**Comment 1. Premises and conventions.** The lattice is rigid bcc with parameter $a$, coordination $z=8$ and volume $\Omega=a^3/2$ per site. Gradients lie along a cube axis $x$, so every nearest-neighbour (nn) vector $k$ has projection $x_k=\pm s$, $s=a/2$, with $\sum_k x_k=0$ and $zs^2/2=a^2$. Occupation numbers obey $n_i^A+n_i^B+n_i^V=1$.

- There are no interactions: the equilibrium distribution $P_0$ fills the sites independently.
- Vacancies are dilute: everything is kept to first order in the site fraction $c_V$, and $c_A+c_B=1$.
- An atom $\alpha$ exchanges with an nn vacancy at a rate $w_\alpha$ that does not depend on its surroundings.
- The response is linear. In the lattice frame $J_\alpha=-\sum_\beta L_{\alpha\beta}\,g_\beta$ with $g_\beta=\partial_x(\mu_\beta-\mu_V)$.

With $\beta=1/k_BT$ as a factor and the uncorrelated coefficient $L^0_\alpha=\beta c_Vc_\alpha w_\alpha a^2/\Omega$, the collective correlation factors are defined by $L_{AA}=L^0_Af_{AA}$ and $L_{AB}=L^0_Af^{(A)}_{AB}$. Two averages recur:
$$\bar w=c_Aw_A+c_Bw_B,\qquad \tilde w=c_Aw_B+c_Bw_A .$$
Detailed balance holds trivially: an exchange leaves $P_0$ unchanged, and the reverse jump is made by the same atom at the same rate.

**Comment 2. One identity carries the whole method.** The self-consistent mean-field (SCMF) theory of Nastar, Dobretsov and Martin (2000) writes the driven distribution in the form of an equilibrium one, $P=P_0(1+u)$ to first order, with
$$u=\beta\Big[\sum_{i,\alpha}\delta\mu^\alpha_i\,n_i^\alpha-h\Big]+\text{const}.$$
The point fields $\delta\mu_i^\alpha$ are linear in $x_i$ and impose the gradients. The effective Hamiltonian $h$ holds the correlations that the flow creates. Let $\Delta$ denote the change in a jump $n\to\tilde n$ of rate $W$, and let $\delta Y$ be any increment that changes sign when the jump is reversed: the change $\Delta Y$ of a state function, or the displacement of an atom. Its mean rate is $\sum_{n,\tilde n}P_0W(1+u(n))\,\delta Y$. Exchange the names $n\leftrightarrow\tilde n$, use the symmetry of $P_0W$, and take half the sum of the two forms:
$$\dot Y=-\tfrac12\Big\langle\sum_{\tilde n}W\,\delta Y\,\Delta u\Big\rangle_0 .$$
When atom $\alpha$ at the neighbour $k$ of a vacancy jumps, it moves by $\delta x=-x_k$, the vacancy moves by $+x_k$, and
$$\Delta u=\beta\,(g_\alpha\,\delta x-\Delta h).$$
Only the difference $\mu_\alpha-\mu_V$ survives, and only equilibrium averages are needed. With uniform gradients and a translation-invariant $h$ the fluxes are uniform, so the point averages $\langle n_i^\alpha\rangle$ are stationary without further condition.

**Comment 3. Three pair fields, one unknown.** The first-shell approximation keeps nn pairs in $h$. The pair field is linear in the gradients, hence odd under inversion, and the fourfold axis along $x$ makes the four bonds of equal $x_k$ equivalent. The field on bond $k$ is therefore $v^{\alpha\beta}x_k$, where $v^{\alpha\beta}$ is a force, and reading a bond from its other end gives $v^{\alpha\beta}=-v^{\beta\alpha}$. Define
$$\Phi^{\alpha\beta}=\sum_{i,k}x_k\,n_i^\alpha n_{i+k}^\beta,\qquad h=v^{VA}\Phi^{VA}+v^{VB}\Phi^{VB}+v^{AB}\Phi^{AB}.$$
These functions are not independent. Relabelling gives $\Phi^{\alpha\beta}=-\Phi^{\beta\alpha}$, so $\Phi^{\alpha\alpha}=0$, and $\sum_\beta\Phi^{\alpha\beta}=\sum_i n_i^\alpha\sum_kx_k=0$. Hence $\Phi^{VB}=-\Phi^{VA}$ and $\Phi^{AB}=-\Phi^{AV}=\Phi^{VA}$, so that
$$h=v\,\Phi,\qquad\Phi\equiv\Phi^{VA},\qquad v=v^{VA}-v^{VB}+v^{AB}.$$
The three fields are separately undetermined, and their moment equations are one equation written three times. For an isolated vacancy $\Phi=\sum_kx_kn_k^A$ is the dipole of A atoms in its first shell.

**Comment 4. What one jump does to the dipole.** Let the vacancy exchange with neighbour $k$, and write $n_k=1$ for A and $0$ for B. After the jump that atom sits at $-k$ from the vacancy. The other $z-1$ old neighbours (occupations $n_l$) are replaced by $z-1$ new ones ($m_l$). The bcc nn network has no triangles, so no new neighbour is an old one:
$$\Delta\Phi=-2x_kn_k+\sum_{l\ne-k}x_lm_l-\sum_{l\ne k}x_ln_l .$$
The truncated sums do not average to zero. Since $\sum_{l\neq-k}x_l=x_k$ and $\sum_{l\ne k}x_l=-x_k$, together they have mean $2c_Ax_k$. Therefore
$$\Delta\Phi=-2x_k(n_k-c_A)+\xi,\qquad\langle\xi\rangle=0,\qquad\langle\xi^2\rangle=2(z-1)c_Ac_Bs^2,$$
because $\xi$ collects $2(z-1)$ independent sites of variance $c_Ac_B$, none of which affects the rate. The term $2c_Ax_k$ is easily lost, and it is the origin of the crossed average $\tilde w$.

Per vacancy, the source terms follow from $\delta x\,\Delta\Phi\to2s^2(n_k-c_A)$, summed over jumps of one species:
$$S_A=z\,c_Aw_A\,2s^2c_B,\qquad S_B=-z\,c_Bw_B\,2s^2c_A .$$
The relaxation term is
$$K=\Big\langle\sum_kw\,\Delta\Phi^2\Big\rangle_0=z\big[4s^2(c_Aw_Ac_B^2+c_Bw_Bc_A^2)+2(z-1)c_Ac_Bs^2\bar w\big]=2zs^2c_Ac_B\Lambda,$$
$$\Lambda=(z-1)\,\bar w+2\,\tilde w .$$

**Comment 5. Closure and result.** Self-consistency means that the moment conjugate to the field is stationary, $d\langle\Phi\rangle/dt=0$. By Comment 2 this reads $S_Ag_A+S_Bg_B-vK=0$, or
$$v=\frac{w_Ag_A-w_Bg_B}{\Lambda}.$$
The flux is the rate of displacement of the species per volume, with $c_V/\Omega$ vacancies per volume:
$$J_A=-\frac{\beta c_V}{2\Omega}\big[zs^2c_Aw_Ag_A-vS_A\big]=-L^0_A\,(g_A-2c_Bv),\qquad J_B=-L^0_B\,(g_B+2c_Av).$$
Reading off the coefficients,
$$f_{AA}=1-\frac{2c_Bw_A}{(z-1)(c_Aw_A+c_Bw_B)+2(c_Aw_B+c_Bw_A)},\qquad f^{(A)}_{AB}=\frac{2c_Bw_B}{\Lambda},$$
with $f_{BB}$ and $f^{(B)}_{BA}$ from $A\leftrightarrow B$. In units of $\beta c_Va^2/\Omega$ the matrix is
$$l_{AA}=c_Aw_A-\gamma w_A^2,\quad l_{BB}=c_Bw_B-\gamma w_B^2,\quad l_{AB}=l_{BA}=\gamma w_Aw_B,\qquad\gamma=\gamma_1=\frac{2c_Ac_B}{\Lambda}.$$
Reciprocity was not imposed: it comes from $S_\alpha$ appearing both as the source of $v$ and as its weight in the flux. Two consequences follow. First, $l_{AA}+l_{AB}=c_Aw_A[(z-1)\bar w+2w_B]/\Lambda>0$, so under a vacancy gradient alone both species flow against the vacancies and there is no solute drag. Second, the vacancy correlation factor is $f_V=\sum_{\alpha\beta}l_{\alpha\beta}/\bar w=1-\gamma(w_A-w_B)^2/\bar w$. The derivation used only the absence of triangles and $\sum_kx_k=0$. The same formulas hold for simple cubic with $z=6$, where $zs^2$ becomes $\sum_kx_k^2$. They do not hold for fcc, where the two sites of a jump share four neighbours.

**Comment 6. Why the path probability method gives the same coefficients.** In the pair approximation of Kikuchi's path probability method (PPM, 1966) the state variables are point and nn pair probabilities, and the most probable path gives each exchange the weight rate times probability of the initial cluster, with chains of three sites closed by superposition, $y_{ij}y_{jk}/p_j$, where $p_j$ is the point probability. Replace the gradients by uniform forces. A force $+g_\alpha$ on the atoms would cancel the gradient and give equilibrium, so the gradient drives the same linear flux as a force $-g_\alpha$ in a homogeneous alloy. With the saddle at mid-jump, the atom at $k$ jumps at rate $w_\alpha(1+\beta g_\alpha x_k/2)$. Write the probability of a vacancy with $\alpha$ at $k$ as $y^{V\alpha}(k)=c_Vc_\alpha(1+e_\alpha x_k)$. The marginals require $c_Ae_A+c_Be_B=0$ and make the distortion of the AB pair of order $c_V$, so again there is one unknown. Two kinds of path change $y^{VA}(k)$.

- Exchange along the bond itself. Gain from $y^{VA}(-k)$ minus loss gives $-c_Vc_Aw_A(2e_A+\beta g_A)x_k$.
- The vacancy leaves or arrives through one of the $z-1$ bonds $l\ne k$. With $\Theta=\sum_\alpha c_\alpha w_\alpha(e_\alpha+\beta g_\alpha/2)$ and $\sum_{l\ne k}x_l=-x_k$, the loss is $c_Vc_A[(z-1)\bar w(1+e_Ax_k)-\Theta x_k]$ and the gain is $c_Vc_A[(z-1)\bar w+\Theta x_k]$.

Stationarity gives $-w_A(2e_A+\beta g_A)-(z-1)\bar we_A+2\Theta=0$. Inserting $c_Be_B=-c_Ae_A$,
$$e_A\Lambda=-\beta c_B(w_Ag_A-w_Bg_B),\qquad e_A=-\beta c_Bv .$$
The flux is $(c_V/\Omega)\sum_k(-x_k)c_Aw_A[1+(e_A+\beta g_A/2)x_k]=-L_A^0(g_A-2c_Bv)$, as in Comment 5. The agreement is structural. Linearised about a random state, the pair-product distribution is $P_0$ times one plus a sum of bond terms, which is the SCMF form, and on a triangle-free lattice the three-site marginal of that form is the linearised superposition. The statement concerns the plain pair PPM, without later time-averaging corrections.

**Comment 7. The sum rule is exact and tests nothing about the closure.** Take any $h$. The symmetrisation of Comment 2, read backwards, gives for the jumps of species $\alpha$
$$\Big\langle\sum W\,\delta x\,\Delta h\Big\rangle_0=-2\langle b_\alpha h\rangle_0,\qquad b_\alpha=-w_\alpha\sum_kx_kn_k^\alpha ,$$
where $b_\alpha$ is the instantaneous drift of that species. But $b_A/w_A+b_B/w_B=-\sum_kx_k=0$ in every configuration. The correlated part drops out of $J_A/w_A+J_B/w_B$, which leaves
$$\frac{L_{AA}}{w_A}+\frac{L_{BA}}{w_B}=\frac{L_A^0}{w_A},\qquad f_{AA}+\frac{w_A}{w_B}f^{(A)}_{AB}=1 .$$
This is the sum rule of Moleko and Allnatt (1988). With reciprocity it forces the exact matrix into the one-parameter form of Comment 5, with some exact $\gamma$. The first-shell result obeys the rule, as substitution shows, but so would the SCMF equations with any other set of fields.

**Comment 8. The direction of the error is known.** Define, per vacancy,
$$Q[h]=\tfrac12\Big\langle\sum_kw\,(g\,\delta x-\Delta h)^2\Big\rangle_0 .$$
Setting its variation along a function $Y$ to zero gives $\langle\sum w\,\Delta Y\Delta u\rangle_0=0$, the stationarity of $\langle Y\rangle$. The exact steady state makes every moment stationary and so minimises $Q$ over all $h$. SCMF minimises it over the retained functions. At either minimum $Y=h$ is allowed, so $Q=\frac12\langle\sum w\,g\,\delta x\,(g\,\delta x-\Delta h)\rangle_0=a^2\sum_{\alpha\beta}g_\alpha l_{\alpha\beta}g_\beta$. A restricted minimum cannot lie lower, which is the variational principle that Trinkle (2018) stated for mass transport. Since the form equals $c_Aw_Ag_A^2+c_Bw_Bg_B^2-\gamma(w_Ag_A-w_Bg_B)^2$, the exact $\gamma$ is at least $\gamma_1$. From $Q\ge0$ the determinant $w_Aw_B(c_Ac_B-\gamma\tilde w)$ is non-negative. Together,
$$\frac{2c_Ac_B}{(z-1)\bar w+2\tilde w}\le\gamma\le\frac{c_Ac_B}{\tilde w}.$$
The first shell overestimates $L_{AA}$, $L_{BB}$ and $f_V$, and underestimates $L_{AB}$.

**Comment 9. A tracer needs a second field.** Label a vanishing fraction of the A atoms as A\*. With four site states the identities of Comment 3 leave three independent nn functions: V–A\*, A\*–B and V–B. The last couples to the tracer at order $c_*$ while its own cost is of order one, so it changes $Q$ only at order $c_*^2$. The A\*–B field cannot be eliminated. For unit $g_*$, write $h=-\sum_kx_k\,\eta(k)$ over the neighbours of a tracer, with $\eta_V=p$, $\eta_A=-c_Bq$, $\eta_B=c_Aq$; a common shift of the $\eta$ is immaterial and was used to give the atoms zero mean. Two classes of jump change $h$.

- Tracer–vacancy exchange, rate $w_A$: $\delta x=x_k$, and $\delta x-\Delta h=x_k(1-2p)$ plus a zero-mean term of variance $2(z-1)c_Ac_Bq^2s^2$.
- The vacancy leaves the shell through one of $z-1$ bonds, or enters it with equal weight: $|\Delta h|=s|\eta_\alpha-p|$.

In units of $c_*a^2$,
$$Q=w_A\big[(1-2p)^2+2(z-1)c_Ac_Bq^2\big]+2(z-1)\big[\bar wp^2-2c_Ac_B(w_B-w_A)pq+c_Ac_B\tilde wq^2\big].$$
Minimising over $q$ gives $q=p\,(w_B-w_A)/(w_A+\tilde w)$, and then $Q=w_A(1-2p)^2+2(z-1)w^e_Ap^2$. Minimising over $p$ gives $p=w_A/[2w_A+(z-1)w_A^e]$ and $Q=w_Af_A^*$, with
$$f^*_A=\frac{(z-1)w^e_A}{2w_A+(z-1)w^e_A},\qquad w^e_A=\bar w-\frac{c_Ac_B(w_A-w_B)^2}{w_A+\tilde w},\qquad D_A^*=c_Va^2w_Af_A^* .$$
Dropping $q$ replaces $w^e_A$ by $\bar w$, a weaker upper bound. For $c_A\to0$ both $f_A^*$ and $f_{AA}$ tend to $(z-1)w_B/[2w_A+(z-1)w_B]$.

**Comment 10. What $f_0=7/9$ keeps and what it drops.** For $w_A=w_B$ the tracer formula gives
$$f_0^{(1)}=\frac{z-1}{z+1}=\frac79=0.778 .$$
The exact value is short to derive. Let $-\tau$ be the mean of the product of the signs of the $x$ steps in two successive tracer jumps. Reflection symmetry makes the correlation after $n$ jumps $(-\tau)^n$, and the geometric sum gives $f_0=(1-\tau)/(1+\tau)$. Put the tracer at the origin, let $\sigma(r)=\pm1$ be the sign of $x$ on its nn sites and zero elsewhere, and let $\psi(r)$ be the expected sign of the site from which a vacancy starting at $r$ next reaches the origin (zero if it never does). Then $\psi(r)=\frac1z\sum_k\psi(r+k)+\frac1z\sigma(r)$. Because $\psi$ is odd, $\psi(0)=0$ and the equation holds on the full lattice. With lengths in units of $s$ the transform of $\sigma$ is $8i\sin k_1\cos k_2\cos k_3$, and $\tau=\frac18\sum_r\sigma\psi$ becomes an average over $k_j\in[-\pi,\pi]$:
$$\tau=\Big\langle\frac{\sin^2k_1\cos^2k_2\cos^2k_3}{1-\cos k_1\cos k_2\cos k_3}\Big\rangle .$$
Use $\langle\sin^2k/(1-\rho\cos k)\rangle=(1-\sqrt{1-\rho^2})/\rho^2$ for $k_1$, then the complete elliptic integral $E(m)=\int_0^{\pi/2}\sqrt{1-m\sin^2\theta}\,d\theta$ for $k_3$:
$$\tau=1-\frac4{\pi^2}\int_0^{\pi/2}E(\cos^2k)\,dk=0.1579,\qquad f_0=0.727 .$$
Setting the denominator to one keeps only the immediate back-jump, $\tau=1/8=1/z$, and this reproduces $(z-1)/(z+1)$. The first shell treats a vacancy that has left the shell as randomised. Its $f_0$ is 7 % too high, and the correlation effect $1-f_0$ is 0.222 in place of 0.273, which is 19 % too small.

Writing $f_0=H/(H+2)$ gives $H=(1-\tau)/\tau=5.33$ in place of $z-1=7$. Putting $H$ for $z-1$ in $\Lambda$ makes $\gamma$ exact in three limits. For a single A atom in B, minimising $Q$ over all distant solute–vacancy fields at fixed $p$ leaves $w_A(1-2p)^2+2Hw_Bp^2$ with a purely geometric $H$, fixed by the case $w_A=w_B$; this settles $c_A\to0$ and likewise $c_B\to0$. For equal rates the labels are independent of the motion and the total displacement is uncorrelated, so $l_{AA}=w[c_A^2+c_Ac_Bf_0]$ and $\gamma=2c_Ac_B/[(H+2)w]$. Between these limits the substitution is an interpolation and serves only to size the neglected shells.

**Comment 11. No percolation threshold.** For immobile B, $w_B=0$,
$$f_{AA}=\frac{(z-1)c_A}{(z-1)c_A+2c_B},\qquad w_A^e=\frac{c_Aw_A}{1+c_B},$$
so $f_{AA}$ and $f_A^*$ stay positive for every $c_A>0$. The exact behaviour differs. The vacancy moves only on the cluster of A sites connected to it. There are at most $z(z-1)^{n-1}$ self-avoiding paths of $n$ steps, each open with probability $c_A^n$, so for $c_A<1/(z-1)=1/7$ the cluster is finite, displacements are bounded and $L_{AA}=0$. There the exact $\gamma$ reaches the upper bound of Comment 8, $c_A/w_A$, while the first shell gives $f_{AA}\to7/19=0.37$ as $c_A\to1/7$. The reason is visible in Comment 4: after each jump the $z-1$ new neighbours are drawn afresh from the random alloy, so the vacancy never meets the same obstacle twice. The failure is not mended by putting $H$ for $z-1$.

**Comment 12. Range of validity.**

- Lattice: nn exchange on a cubic Bravais lattice without triangles (bcc, simple cubic).
- Defects: $c_V\ll1$, single vacancies only, no interstitials and no short-circuit paths.
- Thermodynamics: no short-range order, no solute–vacancy binding, rates independent of the environment. The model cannot give drag or a negative $L_{AB}$, and it says nothing about ordered B2 phases.
- Rates: at $w_A=w_B$ the relative error of $\gamma$ is 19 % at every composition, and in the dilute limits it is $(7-H)/(7+2w_{\rm solute}/w_{\rm host})$. The result fails qualitatively when the fast species is too dilute to percolate yet not isolated and the rates differ by orders of magnitude.
- The matrix refers to the lattice frame. Interdiffusion needs in addition the vacancy condition and the thermodynamic factor, which is unity only in the ideal alloy assumed here.

**Comment 13. Illustration: Fe–10 at.% Cr at 900 K.** This composition is typically a single bcc phase at 900 K, where $k_BT=0.0776$ eV. The inputs are as follows. Migration barriers are 0.67 eV for Fe and 0.58 eV for Cr, approximate values typical of calculations for dilute ferromagnetic Fe–Cr. A common attempt frequency is estimated as $k_B\Theta_D/h=9.79\times10^{12}$ s$^{-1}$ from the compiled Debye temperature of 470 K (Wikipedia). The approximate room-temperature $a=2.87$ Å, carried from 293 K to 900 K with the compiled expansion coefficient $11.8\times10^{-6}$ K$^{-1}$ (Kaye and Laby Online) held constant, becomes 2.89 Å, and $\Omega=12.07$ Å$^3$. Then $w_{\rm Fe}=1.73\times10^9$ s$^{-1}$, $w_{\rm Cr}/w_{\rm Fe}=3.19$ and $a^2w_{\rm Fe}=1.45\times10^{-10}$ m$^2$/s.

In units of $w_{\rm Fe}$ the working values are $\bar w=1.219$, $\tilde w=2.972$, $\Lambda=14.48$, $\gamma_1=0.0124$, $w^e_{\rm Fe}=1.110$ and $w^e_{\rm Cr}=1.149$. The sum rule reads $l_{\rm FeFe}+l_{\rm FeCr}/3.19=0.888+0.012=0.900=c_{\rm Fe}$. The rigorous ceiling on $\gamma$ is 0.0303, which is loose, and the interpolation with $H$ gives 0.0145.

| quantity | first shell | $z-1\to H$ |
|---|---|---|
| $f_{\rm FeFe}$ | 0.99 | 0.98 |
| $f_{\rm CrCr}$ | 0.60 | 0.54 |
| $l_{\rm FeCr}/w_{\rm Fe}$ | 0.040 | 0.046 |
| $f_V$ | 0.95 | 0.94 |
| $f^*_{\rm Fe}$ | 0.80 | 0.75 |
| $f^*_{\rm Cr}$ | 0.56 | 0.49 |
| $D^*_{\rm Cr}/D^*_{\rm Fe}$ | 2.2 | 2.1 |
| $(J_{\rm Cr}/c_{\rm Cr})/(J_{\rm Fe}/c_{\rm Fe})$ for $g_{\rm Fe}=g_{\rm Cr}$ | 2.3 | 2.1 |

The second column estimates the effect of the neglected shells: 16 % on $\gamma$ and $l_{\rm FeCr}$, and enough on the Cr factors to make the second digit uncertain. In the dilute limit, where that column is exact, the same rates give $f^*_{\rm Cr}=0.52$ from the first shell against 0.46, an error of 15 %. The Fe tracer factor exceeds $7/9$ because fast Cr neighbours carry the vacancy away. Correlation cuts the mobility advantage of Cr from 3.19 to a little over 2. The last row exceeds unity, so in the model a vacancy flux toward a sink depletes Cr there.

Absolute values need $c_V$. Take $c_V=10^{-9}$, a formation free energy of 1.61 eV. The unit of the matrix is then $\beta c_Va^2w_{\rm Fe}/\Omega=1.5\times10^{11}$ m$^{-1}$ s$^{-1}$ eV$^{-1}$, and the model's first-shell diffusivities are $D^*_{\rm Fe}=1.2\times10^{-19}$ m$^2$/s and $D^*_{\rm Cr}=2.6\times10^{-19}$ m$^2$/s. This $c_V$ was chosen to put $D^*_{\rm Fe}$ at the order of $10^{-19}$ m$^2$/s typical of ferritic iron near 900 K, so the magnitude is an input; the ratio is not fitted, and since Cr is typically faster than Fe by a factor between about one and two, the model's 2.2 lies on the high side, by up to a factor of two. The likely sources lie outside the closure. At $T/T_C=0.86$, with the compiled Curie temperature of Fe of 1043 K (Brännvall 2024), partial magnetic disorder shifts the barriers, the two attempt frequencies need not be equal, and Fe–Cr is not an ideal solution. A change of 0.03 eV in the barrier difference multiplies $w_{\rm Cr}/w_{\rm Fe}$ by 1.47, a larger effect than all the neglected shells.